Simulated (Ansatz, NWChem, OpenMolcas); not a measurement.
## How basis sets differ on SnNH2F (SMILES [NH2][Sn][F])

SnNH2F has 5 atoms, charge 0, and is taken as a singlet. SMILES: `[NH2][Sn][F]`. The coordinates come from a PBE0-D4/def2-TZVP relaxation. This is one conformer, not always the lowest.

Quantity: the HOMO–LUMO gap, in eV. The values are calculated.

```tsv
level	kind	program	value (eV)	CPU time
HF/ANO-R0 (sfX2C)	Hartree–Fock	OpenMolcas	10.36	6.8 s
HF/ANO-RCC-MB (DKH2)	Hartree–Fock	OpenMolcas	10.64	5 s
HF/STO-3G	Hartree–Fock	Ansatz	10.95	0.75 s
HF/3-21G	Hartree–Fock	NWChem	10.48	8.6 s
HF/def2-SVP (core potential)	Hartree–Fock	NWChem	10.90	8.9 s
HF/def2-SVPD (core potential)	Hartree–Fock	NWChem	10.82	18 s
```

All-electron rows without a relativistic Hamiltonian named are non-relativistic, while core potentials hold scalar relativity, so basis and relativity change together. The values span 10.36 to 10.95 eV. A Hartree–Fock LUMO above zero doesn't converge with the basis: it sinks as sets grow more diffuse. Orbital gaps aren't excitation energies. Times are those of the runs behind each value, whatever else they computed, on shared processors of several kinds: orders of magnitude only.

The gap depends only modestly on the basis and doesn't follow basis size: minimal STO-3G gives 10.95 eV, close to def2-SVP at 10.90 eV, while the two minimal ANO sets fall lower. The match between STO-3G and def2-SVP is therefore probably a cancellation of errors in the two frontier levels rather than a sign of convergence.

The cleanest comparison is def2-SVP with def2-SVPD, where added diffuse functions lower the gap only to 10.82 eV. This suggests a LUMO that is still largely valence-like, as expected for a stannylene, whose empty tin 5p orbital is pushed up by π donation from nitrogen and, more weakly, fluorine. The HOMO is probably the tin lone pair, rich in 5s character.

The large gap itself is typical of Hartree–Fock, whose virtual orbitals feel the field of all the electrons and so describe an added electron, without relaxation or correlation. With no triple-zeta set among the rows, the spread is no measure of the distance to the basis-set limit.
